**Problem.** Derive the density-path formula for the excess free energy and evaluate $F_{\rm ex}$ per mole for CO₂ at $T=300$ K and molar density $n=400$ mol m⁻³ (ideal-gas pressure 1.0 MPa). Model: $u=4\varepsilon[(\sigma/r)^{12}-(\sigma/r)^6]$ with the approximate effective parameters $\varepsilon/k_B=200$ K and $\sigma=0.40$ nm, so $\beta\varepsilon=2/3$ with $\beta=1/k_BT$.

**Derivation.** Conventions: $\rho$ is the number density, $c_1=-\delta\beta F_{\rm ex}/\delta\rho$ and $c_2=\delta c_1/\delta\rho$. On the straight path $\rho_l=\rho_0+l\,\Delta\rho$, with $\Delta\rho=\rho-\rho_0$, let $\phi(l)=\beta F_{\rm ex}[\rho_l]$. Then $\phi'=-\int c_1[\rho_l]\Delta\rho$ and $\phi''=-\iint c_2[\rho_l]\Delta\rho\,\Delta\rho$. Integrating $\int_0^1\phi'\,dl$ by parts gives $\phi(1)=\phi(0)+\phi'(0)+\int_0^1(1-l)\phi''dl$, that is

$$\beta F_{\rm ex}[\rho]=\beta F_{\rm ex}[\rho_0]-\int c_1[\rho_0]\Delta\rho-\int_0^1dl\,(1-l)\iint c_2[\rho_l]\,\Delta\rho\,\Delta\rho .$$

This form belongs to the straight path. On any smooth path the integral $-\int_0^1dl\int c_1\,\partial_l\rho_l$ gives the same difference, because its integrand is $d\phi/dl$. For $\rho_0=0$ both $F_{\rm ex}$ and $c_1$ vanish. In bulk, $\rho'=l\rho$ and $\tilde c(0)=\int c_2(r)\,d^3r$ give, per volume,

$$\beta f_{\rm ex}=-\int_0^\rho(\rho-\rho')\,\tilde c(0;\rho')\,d\rho' .$$

With $c_2=f=e^{-\beta u}-1$, independent of density, $\beta f_{\rm ex}=B_2\rho^2$, $B_2=-\tfrac12\int f\,d^3r$. Write $B_2=b_0B^*$, $b_0=2\pi\sigma^3/3$, $x=r/\sigma$, so that $B^*=-3\int_0^\infty f\,x^2dx$ and $F_{\rm ex}/N=k_BT\,b_0\rho B^*$.

**(a) Estimate.** Inside $\sigma$ molecules exclude each other, so $f\approx-1$, which contributes $+1$. Outside, treat the attraction as weak, $f\approx-\beta u$, which contributes $-12\beta\varepsilon(\tfrac13-\tfrac19)=-\tfrac83\beta\varepsilon\approx-1.8$. Hence $B^*\approx-0.8$. With $N_Ab_0\approx2\sigma^3N_A\approx8\times10^{-5}$ m³ mol⁻¹, $b_0\rho\approx0.032$ and $RT\approx2500$ J mol⁻¹, the excess free energy is about $-64$ J mol⁻¹.

**(b) Careful calculation.** For $x>1$ expand the exponential in $w=-\beta u=4\beta\varepsilon\,t(1-t)$, $t=x^{-6}$. Since $3x^2dx\to\tfrac12t^{-3/2}dt$, each term is a beta function:

$$B^*_{>}=-\sum_{m\ge1}\frac{(4\beta\varepsilon)^m}{2}\frac{\Gamma(m-\frac12)}{\Gamma(2m+\frac12)}=-(1.778+0.271+0.044+0.006+0.001)=-2.099,$$

where the total comes from the unrounded terms. Quadrature over $x<1$ gives $B^*_<=+0.898$, and $B^*=-1.201$. Then $\tilde c(0)=-2b_0B^*=3.22\times10^{-28}$ m³, $N_Ab_0=8.07\times10^{-5}$ m³ mol⁻¹, $b_0\rho=0.0323$, $\beta F_{\rm ex}/N=-0.0388$, and with $RT=2494$ J mol⁻¹

$$F_{\rm ex}\approx-97\ \text{J mol}^{-1}.$$

The next order, $\tilde c(0;\rho')=-2B_2-3B_3\rho'$, adds $B_3\rho^3/2$ to $\beta f_{\rm ex}$. With the approximate value $B_3\approx0.5\,b_0^2$ for this potential and temperature it reduces the magnitude by 0.7 %, which is why two figures are kept.

**(c) Why they differ.** Unrounded, the estimate is $B^*=1-16/9=-0.778$, so rounding is minor and the gap of $-0.423$ lies in the treatment of $f$.

1. *Linearised attraction, $-0.321$.* The well is not shallow: at its minimum $f=e^{2/3}-1=0.948$, whereas $-\beta u=0.667$. Since $e^w-1\ge w$, linearising always understates the attraction. The $m=2$ term alone supplies $-0.271$.
2. *Soft core, $-0.102$.* The potential is zero at $\sigma$, so $f$ rises continuously to zero there, and thermal pairs enter the shell just inside. The core term is $1-3\int_0^1e^{-\beta u}x^2dx<1$.

Both shifts are negative. They amount to 18 % of the attractive term and 10 % of the repulsive one, but $B^*$ is a difference of these terms, and relative to $0.778$ they make 54 %. This cancellation explains the factor of 1.5 between $-97$ and $-64$ J mol⁻¹.

**Limit of the model.** The result is that of the spherical potential. For a linear molecule $f$ is averaged over orientations. A typical quadrupole moment $|\Theta|\approx1.4\times10^{-39}$ C m², with $\Theta=\tfrac12\sum q(3z^2-r^2)$, gives $\gamma=\beta\Theta^2/4\pi\epsilon_0\sigma^5=0.42$. The quadrupole energy averages to zero and $\langle(\beta u_\Theta)^2\rangle=\tfrac{14}{5}\gamma^2x^{-10}$, so at second order $f$ gains $\tfrac75\gamma^2x^{-10}e^{-\beta u}$ and $B^*$ shifts by about $-0.2$. This is half the gap in (c). Effective parameters absorb an unknown part of it, so the number for real CO₂ is uncertain at this level.